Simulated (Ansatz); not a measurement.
**CH2AlN (SMILES N#[C][AlH2]): methods side by side**

CH2AlN has 5 atoms, charge 0, and is taken as a singlet. As SMILES, `N#[C][AlH2]`. The shape is that of a PBE0-D4/def2-TZVP optimisation.

```xyz
5

N     1.3823   -1.3460    1.3942
C     0.7142   -0.6980    0.7118
Al   -0.4072    0.3900   -0.4346
H    -1.6297   -0.3229   -1.1202
H    -0.0097    1.9032   -0.5926
```

Each level gives the energy change with the C2–Al3 bond stretched from 1.938 to 3.876 Å (eV). The values are calculated.

```json
{"level": "BLYP/STO-3G (restricted)", "kind": "GGA", "program": "Ansatz", "value (eV)": "5.62", "less FCI/STO-3G": "-0.79"}
{"level": "B3LYP/STO-3G (restricted)", "kind": "global hybrid", "program": "Ansatz", "value (eV)": "6.24", "less FCI/STO-3G": "-0.17"}
{"level": "HSE06/STO-3G (restricted)", "kind": "range-separated hybrid", "program": "Ansatz", "value (eV)": "6.46", "less FCI/STO-3G": "+0.05"}
{"level": "B2PLYP/STO-3G (restricted)", "kind": "double hybrid", "program": "Ansatz", "value (eV)": "6.52", "less FCI/STO-3G": "+0.11"}
{"level": "RPA@PBE/STO-3G (restricted)", "kind": "RPA", "program": "Ansatz", "value (eV)": "5.67", "less FCI/STO-3G": "-0.74"}
{"level": "MP2/STO-3G (restricted)", "kind": "perturbation theory", "program": "Ansatz", "value (eV)": "7.54", "less FCI/STO-3G": "+1.13"}
{"level": "CCSD(T)/STO-3G (restricted)", "kind": "coupled cluster or CI", "program": "Ansatz", "value (eV)": "4.99", "less FCI/STO-3G": "-1.42"}
{"level": "CCSD/STO-3G (restricted)", "kind": "coupled cluster or CI", "program": "Ansatz", "value (eV)": "6.87", "less FCI/STO-3G": "+0.46"}
{"level": "FCI/STO-3G", "kind": "exact in the basis", "program": "Ansatz", "value (eV)": "6.41", "less FCI/STO-3G": "0.00"}
```

FCI/STO-3G is exact within its basis and frozen core, so for wave-function methods in that basis the difference is their error; functionals converge differently with the basis, so for them it is only a difference. The first shape isn't each level's own minimum. The values span 4.99 to 7.54 eV. All rows use very small basis sets, so none should be taken for the real molecule's value.

Stretching the Al–C bond brings the σ and σ* orbitals closer together, so the singlet increasingly needs more than one closed-shell configuration to describe the separating AlH2 and CN fragments. The wave-function methods show how poorly a restricted single reference copes with this. MP2 overestimates the energy rise by 1.13 eV and CCSD by 0.46 eV, whereas CCSD(T) falls 1.42 eV below the exact result. Adding triples therefore reverses the sign of the CCSD error and enlarges it, probably because the perturbative correction overshoots as its energy denominators shrink. The usual ranking of these methods near equilibrium thus fails here, and CCSD(T) is no suitable reference for this stretch.

Among the functionals, the energy rise grows from BLYP through B3LYP and HSE06 to B2PLYP. The closeness of HSE06 to FCI doesn't establish that it describes the stretched electronic structure correctly, since a single energy difference can hide compensating errors at its two endpoints. Nor is the energy change a bond dissociation energy, as the stretched geometry isn't shown to have reached the separated-fragment limit.
